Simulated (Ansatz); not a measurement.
Errors in the atomisation enthalpy at 298 K

6 molecules with halogens; the atomisation enthalpy at 298 K in kJ/mol, computed less measured. Shapes, held fixed at every level: PBE0-D4/def2-TZVP. Flexible molecules stand in one conformer, not always the lowest. Thermal terms are harmonic and unscaled (B3LYP/6-31G*, PBE/def2-SVP, PBE0-D4/def2-TZVP); the spin-orbit lowering of the free atoms is taken from their spectra. Programs: Ansatz 0.2.0. Measured values: Active Thermochemical Tables, CRC Handbook of Chemistry and Physics, NIST-JANAF tables.

Levels: A = B3LYP-D4/def2-TZVPP; B = wB97X/def2-SVP; C = B2PLYP/def2-TZVPP.

```tsv
molecule	from tabulated heats	A	B	C
BI3 (boron triiodide)	819	+19	+15	+17
SClO2F (sulfuryl chloride fluoride)	1533	-51	-211	-55
C2H3I (SMILES C=CI)	2064	-8	-22	-27
C3H5Cl (SMILES C=C(C)Cl)	3383	-7	0	-40
C3H7Br (1-bromopropane)	3875	-10	+1	-48
C3H7I (1-iodopropane)	3813	-1	+2	-41
```

Problem. Which level does best on this set, which worst, and which err to one side?

Solution. 
| level | kind | mean error | mean absolute error | worst case |
| --- | --- | --- | --- | --- |
| B3LYP-D4/def2-TZVPP | global hybrid | -9.7 | 16.0 | SClO2F |
| wB97X/def2-SVP | range-separated hybrid | -35.8 | 41.8 | SClO2F |
| B2PLYP/def2-TZVPP | double hybrid | -32.3 | 38.0 | SClO2F |

On this set B3LYP-D4/def2-TZVPP has the smallest mean absolute error and wB97X/def2-SVP the largest. Without SClO2F the largest would be that of B2PLYP/def2-TZVPP. B3LYP-D4/def2-TZVPP is too low in 5 of 6; B2PLYP/def2-TZVPP is too low in 5 of 6. All levels miss SClO2F on one side, which points to its shape or to the tabulated value. The heats of C3H5Cl, C3H7Br, C3H7I come from older tables and can be uncertain by 10 kJ/mol or more. The molecules' own spin-orbit binding is left out, so errors for heavy halides read too negative. The tabulated values of BI3, SClO2F are in doubt (older tables, estimates, or at odds with other calculations) and kept here. Over the 4 molecules whose values aren't doubted the mean absolute errors are A 6.5; B 6.2; C 39.0. The largest two are near a tie. For atoms past krypton def2 sets carry core potentials with scalar relativity. Relativity is left out for Br. Outer-core shells of Br, I are correlated, in sets that cover them unevenly. The set is small.

For the four organic halides, B2PLYP underbinds throughout, whereas B3LYP-D4 stays close to the tabulated values. A likely reason is the perturbative part of the double hybrid: opposite-spin pair correlation, which grows when atoms join into bonds, converges slowly with basis size, and a triple-zeta set recovers too little of it. The absence of a dispersion term may add to the deficit.

SClO2F can't rank the levels against experiment, but the gap between -211 and -51 or -55 doesn't depend on the tabulated value, which cancels between levels. It probably reflects the small basis: sulfur(VI) in strongly polar bonds to oxygen and halogens needs ample d functions for polarisation, not as valence orbitals, and a split-valence set supplies too few. The near-zero errors of wB97X/def2-SVP for the three C3 halides therefore suggest compensation between basis and functional rather than converged bond energies, and C2H3I, at -22, already departs from that pattern.
